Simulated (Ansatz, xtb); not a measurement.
## Ligand exchange: SiH3Br + CHI3 → SiH3I + CHBrI2

Species: SiH3Br `[SiH3]Br`, singlet; CHI3 (iodoform) `IC(I)I`, singlet; SiH3I `[SiH3]I`, singlet; CHBrI2 (bromodiiodomethane) `BrC(I)I`, singlet. The partners trade Br for I: Si–Br and C–I bonds give way to Si–I and C–Br.

Shapes, held fixed at every level: PBE0-D4/def2-TZVP. Programs: Ansatz 0.2.0, xtb 6.7.1. The zero-point and thermal change to 298 K, harmonic and unscaled (PBE0-D4/def2-TZVP), is -0.1 kJ/mol.

(1) Estimate ΔH(298 K) of this reaction.

Results:

(1) The highest level, CCSD(T)/def2-TZVPP, gives ΔH(298 K) = +19.5 kJ/mol; the levels span -4.9 to +19.8. They disagree on the sign: 8 of 9 are positive. The column of differences is taken from that level and isn't an error. No measured value is set beside it here. For atoms past krypton def2 sets carry core potentials with scalar relativity. Relativity is left out for Br unless named. Correlated rows may include outer-core shells of Br, I, which these sets cover unevenly.

| level | kind | ΔH(298 K) (kJ/mol) | less CCSD(T)/def2-TZVPP |
| --- | --- | --- | --- |
| GFN1-xTB | semi-empirical | -4.9 | -24.4 |
| SPW92/def2-TZVPP | LDA | +12.2 | -7.3 |
| BHLYP-D4/def2-TZVPP | global hybrid | +19.8 | +0.3 |
| r2SCAN0-D4/def2-TZVPP | global hybrid | +15.5 | -4.0 |
| wB97M-V/def2-TZVPP | range-separated hybrid | +17.9 | -1.6 |
| MP2/def2-SVP | perturbation theory | +18.6 | -0.9 |
| CCSD(T)/def2-SVP | coupled cluster or CI | +16.2 | -3.3 |
| CCSD/def2-TZVPP | coupled cluster or CI | +19.0 | -0.5 |
| CCSD(T)/def2-TZVPP | coupled cluster or CI | +19.5 | 0.0 |

The exchange is endothermic, at +19.5 kJ/mol with CCSD(T)/def2-TZVPP, so bromine prefers silicon and iodine stays on carbon. Silicon is more electropositive than carbon, and its bonds to halogens are more polar. It therefore loses more than carbon gains when the smaller, more electronegative bromine is exchanged for iodine. Relief of crowding between the iodines in CHI3 should favour the products, but evidently does not outweigh this preference. The thermal term of -0.1 kJ/mol is negligible, leaving an essentially electronic bond-energy balance.

Only GFN1-xTB reverses the sign, probably because its parameters do not balance the Si–halogen and C–halogen bonds evenly; it is weak evidence against an endothermic reaction. Triple excitations barely matter in the larger basis, whereas enlarging the basis raises the CCSD(T) value from +16.2 to +19.5 kJ/mol. The closeness of MP2/def2-SVP to the highest level therefore reflects some cancellation between basis and correlation errors. Convergence beyond the triple-zeta basis is not shown, so the direction is firmer than the exact magnitude.
